**Q.** I have these CASSCF results with spin-orbit coupling for Ir⁶⁺, a 5d³ ion, among six charges of −1.7 e whose octahedron is stretched by 1 % along one axis. A d³ ion in an octahedron is to me a plain S = 3/2 centre. Why is χT so small here, and can I estimate such values on paper?

Ir⁶⁺ (5d³) among six point charges of −1.7 e in an octahedron, with axial distances 1.01 times the equatorial ones listed. OpenMolcas 26.06, state-averaged CASSCF with 5d active, spin-orbit coupling by RASSI (atomic mean field), DKH2, ANO-RCC-VDZP, point nucleus. The g values are those of the lowest doublet; χT is the powder value by Van Vleck's formula.

```csv
distance of the charges (Å),first excitation (cm⁻¹),smallest g,largest g,χT at 2 K (cm3 K/mol),χT at 50 K (cm3 K/mol),χT at 300 K (cm3 K/mol)
1.810,119,0.58,1.42,0.137,0.149,0.180
1.910,124,0.94,1.13,0.108,0.112,0.135
1.940,124,1.02,1.06,0.103,0.107,0.128
2.040,120,0.84,1.23,0.092,0.097,0.118
2.080,118,0.76,1.29,0.089,0.096,0.116
2.150,112,0.65,1.37,0.085,0.095,0.116
```

**A.** Two limits bracket the answer. In a strong field the ground state is the orbital singlet ⁴A₂g, the orbital moment is quenched, and χT, the susceptibility times the temperature, comes close to the spin-only value 1.876 cm³ K/mol. It stays somewhat below, because spin-orbit coupling still mixes in doublets of the same t₂g³ configuration, which a stronger field does not move away. With no field at all, spin-orbit coupling in a less than half-filled shell sets L = 3 against S = 3/2. In pure Russell–Saunders coupling the result is ⁴F₃/₂ with the Landé factor g_J = 0.4 and χT = 0.075 cm³ K/mol, because orbital and spin moments nearly cancel. Spin-orbit coupling as strong as that of Ir⁶⁺ also mixes in doublet terms, which raise g_J somewhat. At 300 K every row lies below 10 % of the spin-only value, so all rows are much closer to the free-ion end.

The same calculations show this in the wave function of two rows. At R = 1.91 Å, where R is the distance of the equatorial charges, 88 % of the ground doublet has M_J = ±3/2 along the fourfold axis, and at 2.08 Å it is 94 %. In the free-ion limit this doublet would have all of its weight there, in the strong-field limit only about half. The state derived from ⁴A₂g supplies less than half of the weight in both rows. The spin multiplicity 4 is only the leading label of a mixed state.

**Q.** Then what is the first excitation of about 120 cm⁻¹? And why do the two g values almost meet at 1.94 Å? It looks as if the site turned cubic there.

**A.** In both limits the ground level has four states, and in a regular octahedron they stay together as one level, Γ₈, at any field strength. The elongation splits them into two Kramers doublets, E₃/₂ below and E₁/₂ above, and the first excitation Δ is that splitting. It is not the octahedral splitting 10Dq: in the two rows inspected the next level lies beyond 8000 cm⁻¹. Up to room temperature only these four states are populated.

The distortion is the same 1 % in all rows, so nothing turns cubic. The g columns are sorted by size and hide an exchange of axes. Call p the g value along the fourfold axis and q the one perpendicular to it, which occurs twice. The full g tensors of the same calculations give p/q = 0.94/1.13 at 1.91 Å but 1.29/0.76 at 2.08 Å.

The other rows can be assigned from χT at 2 K, where only the lowest doublet counts. With C = Nμ_B²/k = 0.375 cm³ K/mol, a doublet has the powder value (C/4)(p² + 2q²)/3 = 0.0313(p² + 2q²), which depends on which of the two values is doubled. At 1.81 Å the smallest g as p gives 0.137, equal to the table, whereas the other choice gives 0.084. Assigned in this way, p rises and q falls with distance through all six rows, and they cross just beyond 1.94 Å. The assignment of that row is the narrowest, since its two choices differ by only about twice the uncertainty that the rounding of the table allows.

**Q.** Why should p and q move in opposite directions?

**A.** The two limits require it for the change as a whole, though not for every step. For a free J = 3/2 level the doublet M_J = ±3/2 has p = 3g_J and q = 0, because a transverse field changes M_J by one unit and the two states differ by three. In the strong-field limit the orbital singlet is built from M_L = ±2 in equal parts, so the state with the symmetry of M_J = +3/2 has the spin projection −1/2. The same doublet is then the M_S = ∓1/2 pair of a spin 3/2, with q close to 4 and p close to −2, the sign being opposite to that of the free ion.

So as the charges come closer and the field grows, q must climb from zero, and p must come down from a value above 1, pass through zero and change sign. Somewhere on the way the two cross. The descent of p need not begin at once: very close to the free ion the first-order correction, given with the rule below, makes p rise a little together with q. The table covers a stretch around that crossing: at its short end p has fallen to 0.58 and q has reached 1.42. The end points are argued from theory, while the directions of change are those that the numbers show.

**Q.** How do two g values give χT at higher temperature? The upper doublet must come in.

**A.** It does, but cubic symmetry fixes it. Within Γ₈, treated as an effective J = 3/2, the moment along each axis has only two independent forms, μᵢ = aJᵢ + bJᵢ³ in Bohr magnetons. A weak elongation selects the doublets ±3/2 and ±1/2 without changing a and b much. The matrix elements then give:

- lower doublet: p = 3a + 27b/4 and q = 3b/2, the latter from ⟨3/2|Jₓ³|−3/2⟩ = 3/4
- upper doublet: g∥ = a + b/4 = (p − 4q)/3 and g⊥ = 2a + 5b = (2p + q)/3
- between the doublets: ⟨3/2|μₓ|1/2⟩ = (√3/2)(a + 7b/4) = (p − q)/(2√3)

This can be checked with nothing fitted, on the two rows whose upper doublets were inspected. At 2.08 Å the formulas give magnitudes of 0.587 and 1.116 from the unrounded p and q, against 0.587 and 1.124 in the calculation. At the shorter distance the agreement is again about one per cent of the calculated values. That is the order of Δ divided by the distance to the next level, as fits a small distortion, though two rows do not establish the link.

Two consequences make the susceptibility simple. Inserting the upper-doublet values gives g∥² + 2g⊥² = p² + 2q², so heating into the upper doublet leaves the Curie term unchanged. The element between the doublets adds a second-order term 2Nμ_B²·(p − q)²/(12Δ), times the population difference tanh x with x = Δ/2kT, for two of the three field directions. Levels thousands of cm⁻¹ higher add a constant susceptibility α. The three contributions add:

χT = 0.0313(p² + 2q²) + 0.0208(p − q)²·(tanh x)/x + αT

The coefficients are C/12 and C/18. The formula contains both limits: at high temperature and without α, p = 3g_J and q = 0 give (C/3)g_J²·15/4, the Curie value of J = 3/2. The pair p = −2, q = 4 gives 3C + 2C = 5C, the spin-only value. The middle term vanishes where p = q, so near the crossing χT rises along an almost straight line from its 2 K value.

**Q.** Is that middle term visible in the table?

**A.** Yes, at both ends. Take p, q and Δ of each row, choose α so that χT at 300 K is met, and predict the 50 K value. With three terms every row is reproduced within 0.001 cm³ K/mol, inside what the rounding of the g values permits, and the 100 K values of the same calculations are met equally well. A straight line from the Curie term to the 300 K value instead falls short by 0.005 at both 1.81 and 2.15 Å, and it works only near the crossing. Van Vleck's formula is built into the χT columns, so this agreement tests the reduction to a cubic quartet and not the formula itself.

The middle term also explains why χT at 50 and 300 K flattens at long distance while the 2 K value keeps sliding. The Curie term falls ever more slowly, since the rise of p² offsets part of the fall of 2q². Meanwhile (p − q)² grows again past the crossing. At 300 K the middle term rises from 0.006 to 0.011 between the last two rows, which compensates the fall of the other two terms and leaves 0.116 in both.

**Q.** Suppose I know only the distance. What is the rule?

**A.** It needs q(R), p(q) and two constants. A pure J = 3/2 level has b = 0, and the cubic field, an operator of rank 4, creates b by mixing in higher J levels, first of all J = 5/2. To first order q is therefore proportional to 10Dq over the spin-orbit spacing, and point charges outside the d shell give 10Dq ∝ R⁻⁵. A least-squares line of ln q against ln(2 Å/R) through all six rows has the slope 4.56, somewhat under 5, in the direction of a mixing that begins to saturate. Holding the exponent at 5 overshoots q at the shortest distance by 0.08, several times the misfit of the free exponent.

The relation for p is empirical: a least-squares line of p against q² through all rows meets each one within the rounding. Its intercept should not be read as 3g_J. The first-order correction is a rank-3 operator, Jᵢ³ − (41/20)Jᵢ, which adds (27/4 − 123/20)b = 0.4q to p. Imposing that term moves the intercept from 1.58 to 1.38 and fits less well, so the constants trade against each other. With Δ as the mean of its column and α as the mean of the six values found above, all rounded, the rule is:

- q = 0.91 (2 Å/R)^4.6
- p = 1.58 − 0.50 q²
- Δ = 120 cm⁻¹, α = 8 × 10⁻⁵ cm³/mol

**Q.** Please work it through.

**A.** Take R = 2.08 Å, with k = 0.695 cm⁻¹/K.

1. 2/2.08 = 0.9615, and 0.9615^4.6 = 0.835, so q = 0.91 × 0.835 = 0.760 (table 0.76).
2. q² = 0.577, so p = 1.58 − 0.289 = 1.291 (table 1.29).
3. Curie term: 0.0313 × (1.667 + 1.155) = 0.088. At 2 K the other terms add little, against 0.089 in the table.
4. At 50 K, x = 120/(2 × 0.695 × 50) = 1.73 and (tanh x)/x = 0.54. With (p − q)² = 0.531² = 0.282 the middle term is 0.0208 × 0.282 × 0.54 = 0.0032. Adding αT = 0.0040 gives 0.095 (table 0.096).
5. At 300 K, x = 0.29 and the factor is 0.97, so the middle term is 0.0057. Adding αT = 0.024 gives 0.118 (table 0.116).

At R = 1.91 Å the same steps run on the other side of the crossing.

1. 2/1.91 = 1.047, raised to 4.6 is 1.236, so q = 1.125 and p = 1.58 − 0.50 × 1.265 = 0.948 (table 1.13 and 0.94).
2. The Curie term is 0.107, against 0.108 at 2 K.
3. Since p − q is small, the middle term stays below 0.001, and at 300 K the sum 0.107 + 0.001 + 0.024 = 0.132 compares with 0.135.

Both rows took part in the fits, so they illustrate the rule and do not test it independently.

**Q.** How good is it over the whole table, and where does it give way first?

**A.** Relative to the tabulated χT, the rule stays within 2 % at 2 K and 50 K and within 3 % at 300 K, on the rows from which its constants came. At low temperature the worst row is 1.81 Å, where the power law puts q too high and p, through q², comes out 0.04 too low. That is the first sign of failure on the strong-field side, where q has to level off at its limit while a power law grows without bound. On the long side the rule sends p to its intercept, which has no physical standing. It is an interpolation for the range of the table.

At 300 K the error drifts from negative to positive along the series because α is not constant. It falls steadily from 9.7 to 6.8 × 10⁻⁵ cm³/mol between the shortest and the longest distance. For the two rows with known level energies it lies between two simple estimates. Van Vleck's free-ion term for J = 3/2 → 5/2, 1.6Nμ_B² over the mean spacing, gives a little under 5 × 10⁻⁵, and the strong-field 8Nμ_B²/10Dq gives three to six times the values found. That the drift is an approach to the free-ion value is a plausible guess, which these two rows do not test.

Treating Δ as a constant costs little, because it enters only the middle term and the column stays within about 6 % of its mean. A first-order rank-2 splitting of J = 3/2 would scale as R⁻³ and, anchored on the last row, would reach 188 cm⁻¹ at the shortest distance, where the table has 119. The shallow maximum may arise because a growing tetragonal field acts on a state that loses orbital character, an orbital singlet having no first-order splitting. This too is a guess.

**Q.** Can I use the numbers for a real Ir⁶⁺ compound?

**A.** Not the constants. Point charges have no covalency and give too weak a field, even at −1.7 e: the lowest spin-free quartet excitation, which is 10Dq for d³, averages only about 7500 cm⁻¹ at 1.91 Å. Real Ir⁶⁺ complexes have a much larger 10Dq, so this model exaggerates the J = 3/2 character and with it the cancellation of the moment. Only the 5d shell is active, without dynamic correlation, so term and multiplet spacings, and hence q and α, carry the errors of that level. The symmetry relations between the two doublets and the three-term form of χT do not depend on these constants. They need a Γ₈ level far below all others, slightly split along a fourfold axis, with the ±3/2 doublet lowest as here. A trigonal distortion would give other relations. Whether a given compound meets these conditions has to be checked from its structure and its own level scheme.
